**Lowest valence band of zincblende GaN: parabola, hopping or s–s bonding**

The table holds Kohn–Sham levels of cubic GaN at seven points on the Γ–L and Γ–X lines, from one plane-wave LDA run in DFTK with large-core GTH pseudopotentials (Ga 3d frozen), no spin-orbit coupling and an unrelaxed cell. The program fits the rise of the lowest valence band above Γ, six values, with a parabola, a two-plane-wave form, fcc s hopping and an N s–Ga s two-level model, each with one fitted constant, and tries two extensions of the last. The L/X ratio of 0.755 matches both the parabola and hopping, while the four interior points lie between those two curves. The rms errors are 0.288, 0.226, 0.156 and 0.106 eV in that order, and neither a second-shell term nor a freed splitting helps much. The two-level model still misses L and row 6 by 0.16 eV in opposite directions, and its upper root moves the wrong way compared with the lowest empty level.

Levels of zincblende GaN (2-atom cell) computed with DFTK 0.8.2 in plane-wave LDA, without spin polarisation or spin–orbit coupling, using large-core GTH pseudopotentials (3 valence electrons for Ga, 5 for N), a 1632.68 eV cutoff and a 10×10×10 k mesh. Energies are counted from the valence top, and the third reciprocal coordinate of every point is 0.

## Program and output

```python
# Table: Kohn-Sham levels (eV, zero = valence top) of zincblende GaN at 7 k points; DFTK, LDA, large-core GTH.
# Tested: rise of the lowest valence band above Gamma: parabola, fcc s hopping, N s - Ga s two-level model.
T = {
    'point_a': [0.0, 0.1, 0.2, 0.3, -0.5, 0.3, -0.5],  # reciprocal cell vector
    'point_b': [0.0, 0.0, 0.0, 0.0, 0.0, 0.3, -0.5],  # reciprocal cell vector
    'level_point': [1, 2, 3, 4, 5, 6, 7],  # row
    'level_under_4': [-15.554, -15.401, -14.96, -14.294, -13.249, -13.884, -12.5],  # eV
    'level_under_3': [0.0, -1.061, -2.899, -4.773, -6.905, -4.233, -6.125],  # eV
    'level_over_1': [2.234, 3.038, 4.092, 4.701, 4.892, 4.739, 3.419],  # eV
}
import numpy as np
from scipy.constants import hbar, m_e, e
from scipy.optimize import least_squares as ls
GX = 1.39409  # 1/A, Gamma-X length = 2pi/a, further output of the same run
C0 = hbar**2*(GX*1e10)**2/(2*m_e*e)
pa, pb, E4, E3, Ec = (np.array(T[c], float) for c in
    ("point_a", "point_b", "level_under_4", "level_under_3", "level_over_1"))
k = np.outer(pa, [-1, 1, 1]) + np.outer(pb, [1, -1, 1])  # units 2pi/a
c = np.cos(np.pi*k); k2 = (k**2).sum(1)
u = 12 - 4*(c[:, 0]*c[:, 1] + c[:, 1]*c[:, 2] + c[:, 0]*c[:, 2])
w = 6 - 2*np.cos(2*np.pi*k).sum(1)  # second N shell
y = E4 - E4[0]; L, X = 4, 6; end = np.where(pb == 0, L, X); r = range(1, 7)
nm = ["G", "2", "3", "4", "L", "6", "X"]
print(f"a = {2*np.pi/GX:.3f} A; hbar^2(2pi/a)^2/2m = {C0:.3f} eV; rounding of a rise about 0.001 eV")
print(f"free-electron rise L {C0*k2[L]:.2f}, X {C0*k2[X]:.2f} eV; table/free {y[L]/C0/k2[L]:.2f}, {y[X]/C0/k2[X]:.2f}")
print(f"L/X ratio: table {y[L]/y[X]:.3f}, k^2 {k2[L]/k2[X]:.3f}, u {u[L]/u[X]:.3f}")
print("row  k^2     u    rise  rise/k^2 (vs row 2)  rise/u  parabola, cosine tied to L or X (eV)")
par = y[end]*k2/k2[end]; cos = y[end]*u/u[end]
for i in r:
    d = 100*(y[i]/k2[i]/(y[1]/k2[1]) - 1)
    print(f"{nm[i]}  {k2[i]:.2f} {u[i]:6.2f} {y[i]:.3f} {y[i]/k2[i]:.2f} ({d:+.0f}%) {y[i]/u[i]:.3f}  {par[i]:.3f} {cos[i]:.3f}")
print(f"crude mass from row 2 alone: {C0*k2[1]/y[1]:.2f} m_e")
o = np.argsort(u)
print("slope d(rise)/du (eV):", ", ".join(f"{nm[i]}-{nm[j]} {(y[j]-y[i])/(u[j]-u[i]):.3f}" for i, j in zip(o[:-1], o[1:])))
gap = E3 - E4; W = (Ec[0] - E4[0])/2
print(f"gap level under 3 - under 4: L {gap[L]:.3f}, X {gap[X]:.3f} eV; Gamma s pair 2W = {2*W:.3f} eV")
def waves(C):
    G = 2*np.sqrt(k2[end]); V = gap[end]/2
    lo = lambda q: C*(q**2 + (G-q)**2)/2 - np.sqrt((C*((G-q)**2 - q**2)/2)**2 + V**2)
    return lo(np.sqrt(k2)) - lo(0.0)
def two(D, W):
    return W - np.sqrt(D**2 + (W**2 - D**2)*np.clip(1 - u/16, 0, 1))
M = [("A parabola", lambda p: p[0]*k2, [3.0], "C"),
     ("A2 two waves", lambda p: waves(p[0]), [6.0], "C"),
     ("B hopping", lambda p: p[0]*u, [0.2], "t"),
     ("C two-level", lambda p: two(p[0], W), [6.0], "D"),
     ("C + 2nd shell", lambda p: two(p[0], W) + p[1]*w, [6.0, 0.0], "D,t2"),
     ("C, W free", lambda p: two(p[0], p[0] + abs(p[1])), [4.0, 3.0], "D,W-D")]
print("residuals table - model (eV), rows 2 3 4 L 6 X")
R = {}; P = {}
for n, f, p0, lab in M:
    p = ls(lambda q: (y - f(q))[1:], p0).x; z = (y - f(p))[1:]
    R[n] = np.sqrt(np.mean(z**2)); P[n] = p; j = np.argmax(abs(z))
    print(f"{n}: {lab} = " + ", ".join(f"{v:.3f}" for v in p) + f" eV; rms {R[n]:.3f}; worst row {nm[j+1]} {z[j]:+.3f}")
    print("   " + " ".join(f"{v:+.3f}" for v in z))
print(f"mass implied: A {C0/P['A parabola'][0]:.2f}, A2 {C0/P['A2 two waves'][0]:.2f} m_e")
D = P["C two-level"][0]
print(f"C: W = {W:.3f}, V = {np.sqrt(W*W - D*D):.2f} eV; freed W = {P['C, W free'][0] + abs(P['C, W free'][1]):.2f} eV")
print(f"rms ratios: A/C {R['A parabola']/R['C two-level']:.1f}, B/C {R['B hopping']/R['C two-level']:.1f}")
print("change from Gamma, upper root of C:", " ".join(f"{v:+.2f}" for v in -two(D, W)[1:]))
print("change from Gamma, level over 1:   ", " ".join(f"{v:+.2f}" for v in (Ec - Ec[0])[1:]))
assert 0.73 < y[L]/y[X] < 0.77
assert all(par[i] < y[i] < cos[i] for i in (1, 2, 3, 5))
assert np.all(np.diff(y[o]) > 0) and y[X] < 0.5*C0*k2[X]
assert np.all(Ec[1:] > Ec[0])
```

It prints:

```
a = 4.507 A; hbar^2(2pi/a)^2/2m = 7.405 eV; rounding of a rise about 0.001 eV
free-electron rise L 5.55, X 7.40 eV; table/free 0.42, 0.41
L/X ratio: table 0.755, k^2 0.750, u 0.750
row  k^2     u    rise  rise/k^2 (vs row 2)  rise/u  parabola, cosine tied to L or X (eV)
2  0.03   1.15 0.153 5.10 (+0%) 0.134  0.092 0.220
3  0.12   4.15 0.594 4.95 (-3%) 0.143  0.369 0.796
4  0.27   7.85 1.260 4.67 (-8%) 0.160  0.830 1.509
L  0.75  12.00 2.305 3.07 (-40%) 0.192  2.305 2.305
6  0.36  10.47 1.670 4.64 (-9%) 0.159  1.099 1.999
X  1.00  16.00 3.054 3.05 (-40%) 0.191  3.054 3.054
crude mass from row 2 alone: 1.45 m_e
slope d(rise)/du (eV): G-2 0.134, 2-3 0.147, 3-4 0.180, 4-6 0.157, 6-L 0.416, L-X 0.187
gap level under 3 - under 4: L 6.344, X 6.375 eV; Gamma s pair 2W = 17.788 eV
residuals table - model (eV), rows 2 3 4 L 6 X
A parabola: C = 3.258 eV; rms 0.288; worst row 6 +0.497
   +0.055 +0.203 +0.380 -0.138 +0.497 -0.204
A2 two waves: C = 6.173 eV; rms 0.226; worst row X -0.337
   +0.090 +0.167 +0.238 +0.319 -0.018 -0.337
B hopping: t = 0.181 eV; rms 0.156; worst row 6 -0.222
   -0.054 -0.155 -0.159 +0.137 -0.222 +0.164
C two-level: D = 5.867 eV; rms 0.106; worst row L +0.163
   -0.029 -0.083 -0.073 +0.163 -0.163 +0.027
C + 2nd shell: D,t2 = 5.888, 0.003 eV; rms 0.105; worst row 6 -0.162
   -0.031 -0.091 -0.088 +0.141 -0.162 +0.048
C, W free: D,W-D = 3.551, 3.089 eV; rms 0.097; worst row L +0.191
   -0.019 -0.052 -0.029 +0.191 -0.124 -0.035
mass implied: A 2.27, A2 1.20 m_e
C: W = 8.894, V = 6.68 eV; freed W = 6.64 eV
rms ratios: A/C 2.7, B/C 1.5
change from Gamma, upper root of C: -0.18 -0.68 -1.33 -2.14 -1.83 -3.03
change from Gamma, level over 1:    +0.80 +1.86 +2.47 +2.66 +2.50 +1.19
```
